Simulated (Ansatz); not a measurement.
# Telling isomers of CH5AlO apart by their spectra

These gas-phase data were calculated for one isomer of CH5AlO at PBE0-D3(BJ)/pcseg-1 (harmonic, unscaled wavenumbers; equilibrium rotational constants with average atomic masses):

| Item | Value |
| --- | --- |
| rotational constants | 19.47, 7.975, 6.556 GHz |
| all wavenumbers above 1500 cm⁻¹ | 3838, 3209, 3120, 1952, 1929 |

Candidates:

(1) `[CH3][AlH][OH]`, a singlet
(2) `C[O][AlH2]`, a singlet
(3) `[CH2]1[OH+][AlH2-]1`, a singlet

Q: Which structure fits?

A: Candidate (3). The band at 3838 cm⁻¹ lies where the O–H stretch is expected; (2) has no mode between 3300 and 4000 cm⁻¹. 2 modes lie between 1700 and 2050 cm⁻¹, one for each Al–H bond, while (1) has 1.

The same quantities for all candidates:

|  | rotational constants (GHz) | wavenumbers above 1500 cm⁻¹ | E above the lowest, PBE0-D3(BJ)/pcseg-1 (kcal/mol) |
| --- | --- | --- | --- |
| (1) | 24.25, 5.796, 4.817 | 3951, 3163, 3138, 3049, 1926 | 0.0 |
| (2) | 46.11, 5.238, 4.847 | 3119, 3100, 3018, 1979, 1936 | 22.4 |
| (3) | 19.47, 7.975, 6.556 | 3838, 3209, 3120, 1952, 1929 | 54.0 |

Each candidate is one conformer. Programs: Ansatz 0.2.0.

The rotational constants support the ring independently of the Al–H count. Closing the C–O–Al triangle draws the heavy atoms together, giving (3) the largest two smaller constants, while the mass lying off the long axis lowers its largest constant below those of both open chains. The C–H region agrees: two stretches indicate a CH2 group, whereas both alternatives show the three of a methyl group. The highest of them, at 3209 cm⁻¹, suits the extra s character of exocyclic bonds on a small ring. The O–H stretch is lower than in (1), probably because the oxygen is three-coordinate and donates a lone pair to aluminium.

The assigned structure is also the least stable of the three, 54.0 kcal/mol above (1). Isomer (1) combines a strong, polar covalent Al–O bond with an intact O–H bond and a methyl group, while (3) has ring strain and only a dative O→Al contact. The spectra therefore identify the isomer without implying thermodynamic preference, and its lifetime would depend on rearrangement barriers that aren't given.
